**Spin splitting of the 4s level along the 45-electron series, Rh to I8+**

The table holds 4s spin-up and spin-down eigenvalues, mean radii and their energy gap from spin-polarised, configuration-averaged, scalar X2C Hartree-Fock at the basis limit. The program fits nothing: it continues each quantity from the next three or four rows to size departures from smoothness, and it evaluates a parameter-free exchange estimate, in two variants, for the 4p shell of Pd+. Rh (4d8 5s1) is the only break, with a gap 2.12 times the continued 4d9 value, a mean 4s energy about 0.15 hartree deeper and a radius about 0.4 % smaller. The gaps of the 4d9 ions tested (Pd+ to Sn5+) follow the continuation within rounding, while energies and radii show small smooth departures from it. The two 4p estimates lie 4 % below and 1 % above the computed splitting, but counting unpaired electrons fails for the radius difference of Rh, where the ratio is 1.39.

The 45-electron series from Rh to I8+, computed with B-spline radial atomic code 1: spin-polarised all-electron Hartree-Fock, scalar X2C Hamiltonian, Fermi nucleus, spherical atoms at the basis-set limit. Energies are orbital eigenvalues for the average of configuration; mean radii have no picture-change correction. (nl)a+b means a electrons of spin up and b of spin down.

## Program and output

```python
# Table: 4s spin-up/down eigenvalues, mean radii and their gap for 45-electron ions (Rh to I8+);
# B-spline atomic code, scalar X2C spin-polarised Hartree-Fock, configuration average.
# Tested: which row departs from a continuation of the following rows; exchange counting.
T = {
    'ion': ['Rh', 'Pd+', 'Ag2+', 'Cd3+', 'In4+', 'Sn5+', 'Sb6+', 'Te7+', 'I8+'],
    'Z': [45, 46, 47, 48, 49, 50, 51, 52, 53],
    'charge': [0, 1, 2, 3, 4, 5, 6, 7, 8],  # e
    'configuration': ['[Kr] (4d)5+3 (5s)1+0', '[Kr] (4d)5+4', '[Kr] (4d)5+4', '[Kr] (4d)5+4', '[Kr] (4d)5+4', '[Kr] (4d)5+4', '[Kr] (4d)5+4', '[Kr] (4d)5+4', '[Kr] (4d)5+4'],
    'nuclear_rms_radius': [4.4945, 4.5318, 4.5454, 4.6087, 4.6156, 4.6519, 4.6802, 4.7423, 4.75],  # fm
    'orbital_energy_4s_up': [-3.7783, -4.3123, -5.1412, -6.0729, -7.0959, -8.2038, -9.3926, -10.66, -12.004],  # hartree
    'orbital_energy_4s_down': [-3.6524, -4.2457, -5.0673, -5.992, -7.0084, -8.11, -9.2928, -10.554, -11.893],  # hartree
    'orbital_mean_radius_4s_up': [0.9905, 0.95537, 0.91813, 0.88273, 0.84937, 0.81805, 0.7887, 0.76121, 0.73542],  # bohr
    'orbital_mean_radius_4s_down': [0.98707, 0.9534, 0.91659, 0.88155, 0.84848, 0.81739, 0.78823, 0.76087, 0.7352],  # bohr
    'gap': [0.126, 0.0667, 0.0739, 0.0809, 0.0875, 0.0938, 0.0997, 0.1055, 0.111],  # hartree
}
import numpy as np
from scipy.constants import physical_constants as pc
eV = pc['Hartree energy in eV'][0]
ion = T['ion']
A = lambda k: np.array(T[k], float)
eu, ed, g = A('orbital_energy_4s_up'), A('orbital_energy_4s_down'), A('gap')
ru, rd, rn = A('orbital_mean_radius_4s_up'), A('orbital_mean_radius_4s_down'), A('nuclear_rms_radius')
em, rm, dr = (eu + ed) / 2, (ru + rd) / 2, ru - rd
nd = np.array([2] + [1] * 8)  # unpaired 4d electrons
print("ion, gap per unpaired 4d (Eh), implied G2 = 5x that (eV), mean 4s energy (Eh), mean r (bohr), r up-down (bohr)")
for i in range(9):
    print(f"{ion[i]:5s} {g[i]/nd[i]:.4f} {5*g[i]/nd[i]*eV:6.2f} {em[i]:8.3f} {rm[i]:.5f} {dr[i]:+.5f}")
f = lambda x, n: " ".join(f"{v:+.{n}f}" for v in x)
print("steps of gap (Eh):", f(np.diff(g), 4))
print("steps of mean energy (Eh):", f(np.diff(em), 3))
print("steps of mean radius (bohr):", f(np.diff(rm), 4))
print("steps of nuclear rms radius (fm):", f(np.diff(rn), 3))
q = lambda y, i: 3*y[i+1] - 3*y[i+2] + y[i+3]
c = lambda y, i: 4*y[i+1] - 6*y[i+2] + 4*y[i+3] - y[i+4]
h = np.where(np.abs(eu) >= 10, 5e-4, 5e-5)  # half a last digit of the energies
print("value minus continuation from next three rows: gap, mean energy (rounding bound), mean r, r up-down")
for i in range(6):
    b = h[i] + 3*h[i+1] + 3*h[i+2] + h[i+3]
    print(f"{ion[i]:5s} {g[i]-q(g,i):+.4f} Eh {em[i]-q(em,i):+.4f} ({b:.4f}) Eh "
          f"{rm[i]-q(rm,i):+.5f} {dr[i]-q(dr,i):+.5f} bohr")
print(f"rounding bounds: gap {8*5e-5:.4f} Eh, mean r {8*5e-6:.5f} bohr, r up-down {8*1e-5:.5f} bohr")
for name, fn in (("three", q), ("four", c)):
    print(f"Z=45 from {name} rows: gap {fn(g,0):.4f} Eh, Rh ratio {g[0]/fn(g,0):.2f}, "
          f"Rh minus twice {g[0]-2*fn(g,0):+.4f} Eh ({100*(g[0]/(2*fn(g,0))-1):+.0f} %)")
    print(f"  energy {fn(em,0):.3f}, Rh off by {em[0]-fn(em,0):+.3f} Eh = {(em[0]-fn(em,0))*eV:+.1f} eV; "
          f"Pd+ control {em[1]-fn(em,1):+.4f} Eh")
    print(f"  mean r {fn(rm,0):.4f} bohr, Rh {100*(rm[0]/fn(rm,0)-1):+.2f} %; "
          f"r up-down {fn(dr,0):.5f}, Rh ratio {dr[0]/fn(dr,0):.2f}")
print(f"rounding bound on gap, four-row rule: {16*5e-5:.4f} Eh")
print(f"gap Rh/Pd+ {g[0]/g[1]:.2f}; I8+/Pd+ {g[8]/g[1]:.2f}; gap in eV Rh {g[0]*eV:.2f}, Pd+ {g[1]*eV:.2f}, I8+ {g[8]*eV:.2f}")
# further outputs of the same runs, rows Pd+, In4+, Te7+, I8+
idx = [1, 4, 7, 8]
r4d = np.array([1.431389, 1.102948, 0.9206673, 0.8748347])
p_up = np.array([-2.875833, -5.36712, -8.594606, -9.817864])
p_dn = np.array([-2.790013, -5.258525, -8.466054, -9.683116])
rp_up = np.array([1.04909, 0.915821, 0.8101338, 0.7800622])
rp_dn = np.array([1.047522, 0.9156924, 0.8104954, 0.7804961])
print("ion, r4d/r4s (up), gap*r4s, gap*r4d (Eh bohr), 4p splitting (Eh), 4p r up-down (bohr)")
for j, i in enumerate(idx):
    print(f"{ion[i]:5s} {r4d[j]/ru[i]:.2f} {g[i]*ru[i]:.4f} {g[i]*r4d[j]:.4f} {p_dn[j]-p_up[j]:.4f} {rp_up[j]-rp_dn[j]:+.5f}")
print(f"Pd+ to I8+: 1/r4s x{ru[1]/ru[8]:.2f}, 1/r4d x{r4d[0]/r4d[3]:.2f}, "
      f"gap*r4s {100*(g[8]*ru[8]/(g[1]*ru[1])-1):+.0f} %, gap*r4d {100*(g[8]*r4d[3]/(g[1]*r4d[0])-1):+.0f} %")
# Slater integrals of the same runs (eV): Pd+ G1, G3 (4p,4d) up and down; Rh F0
Ku = (2/15*12.04556 + 3/35*7.331933) / eV
Kd = (2/15*11.8714 + 3/35*7.218242) / eV
s4p = p_dn[0] - p_up[0]
print(f"Pd+ 4p exchange estimate: one 4d up {Ku:.4f} Eh ({100*(Ku/s4p-1):+.0f} %), "
      f"5 up - 4 down {5*Ku-4*Kd:.4f} Eh ({100*((5*Ku-4*Kd)/s4p-1):+.0f} %), computed {s4p:.4f}")
dF = 16.10982 - 8.787115
print(f"Rh F0(4d,4d) - F0(4d,5s), spin up: {dF:.1f} eV = {dF/eV:.2f} Eh (for 4d, unrelaxed)")
assert np.all(g > 0) and np.all(dr > 0) and np.all(np.diff(g[1:]) > 0)
assert max(abs(g[i] - q(g, i)) for i in range(1, 6)) < 4.1e-4
assert 1.8 < g[0] / q(g, 0) < 2.4
assert em[0] - q(em, 0) < -5 * abs(em[1] - q(em, 1))
```

Running it gives:

```
ion, gap per unpaired 4d (Eh), implied G2 = 5x that (eV), mean 4s energy (Eh), mean r (bohr), r up-down (bohr)
Rh    0.0630   8.57   -3.715 0.98879 +0.00343
Pd+   0.0667   9.07   -4.279 0.95439 +0.00197
Ag2+  0.0739  10.05   -5.104 0.91736 +0.00154
Cd3+  0.0809  11.01   -6.032 0.88214 +0.00118
In4+  0.0875  11.90   -7.052 0.84892 +0.00089
Sn5+  0.0938  12.76   -8.157 0.81772 +0.00066
Sb6+  0.0997  13.56   -9.343 0.78846 +0.00047
Te7+  0.1055  14.35  -10.607 0.76104 +0.00034
I8+   0.1110  15.10  -11.948 0.73531 +0.00022
steps of gap (Eh): -0.0593 +0.0072 +0.0070 +0.0066 +0.0063 +0.0059 +0.0058 +0.0055
steps of mean energy (Eh): -0.564 -0.825 -0.928 -1.020 -1.105 -1.186 -1.264 -1.341
steps of mean radius (bohr): -0.0344 -0.0370 -0.0352 -0.0332 -0.0312 -0.0293 -0.0274 -0.0257
steps of nuclear rms radius (fm): +0.037 +0.014 +0.063 +0.007 +0.036 +0.028 +0.062 +0.008
value minus continuation from next three rows: gap, mean energy (rounding bound), mean r, r up-down
Rh    +0.0667 Eh -0.1587 (0.0004) Eh -0.00443 +0.00096 bohr
Pd+   +0.0002 Eh -0.0114 (0.0004) Eh -0.00020 +0.00000 bohr
Ag2+  -0.0001 Eh -0.0065 (0.0004) Eh -0.00001 +0.00001 bohr
Cd3+  +0.0001 Eh -0.0040 (0.0004) Eh +0.00006 +0.00002 bohr
In4+  -0.0003 Eh -0.0026 (0.0009) Eh +0.00012 -0.00002 bohr
Sn5+  +0.0002 Eh -0.0013 (0.0022) Eh +0.00014 +0.00005 bohr
rounding bounds: gap 0.0004 Eh, mean r 0.00004 bohr, r up-down 0.00008 bohr
Z=45 from three rows: gap 0.0593 Eh, Rh ratio 2.12, Rh minus twice +0.0074 Eh (+6 %)
  energy -3.557, Rh off by -0.159 Eh = -4.3 eV; Pd+ control -0.0114 Eh
  mean r 0.9932 bohr, Rh -0.45 %; r up-down 0.00247, Rh ratio 1.39
Z=45 from four rows: gap 0.0595 Eh, Rh ratio 2.12, Rh minus twice +0.0070 Eh (+6 %)
  energy -3.568, Rh off by -0.147 Eh = -4.0 eV; Pd+ control -0.0050 Eh
  mean r 0.9930 bohr, Rh -0.43 %; r up-down 0.00247, Rh ratio 1.39
rounding bound on gap, four-row rule: 0.0008 Eh
gap Rh/Pd+ 1.89; I8+/Pd+ 1.66; gap in eV Rh 3.43, Pd+ 1.81, I8+ 3.02
ion, r4d/r4s (up), gap*r4s, gap*r4d (Eh bohr), 4p splitting (Eh), 4p r up-down (bohr)
Pd+   1.50 0.0637 0.0955 0.0858 +0.00157
In4+  1.30 0.0743 0.0965 0.1086 +0.00013
Te7+  1.21 0.0803 0.0971 0.1286 -0.00036
I8+   1.19 0.0816 0.0971 0.1347 -0.00043
Pd+ to I8+: 1/r4s x1.30, 1/r4d x1.64, gap*r4s +28 %, gap*r4d +2 %
Pd+ 4p exchange estimate: one 4d up 0.0821 Eh (-4 %), 5 up - 4 down 0.0870 Eh (+1 %), computed 0.0858
Rh F0(4d,4d) - F0(4d,5s), spin up: 7.3 eV = 0.27 Eh (for 4d, unrelaxed)
```
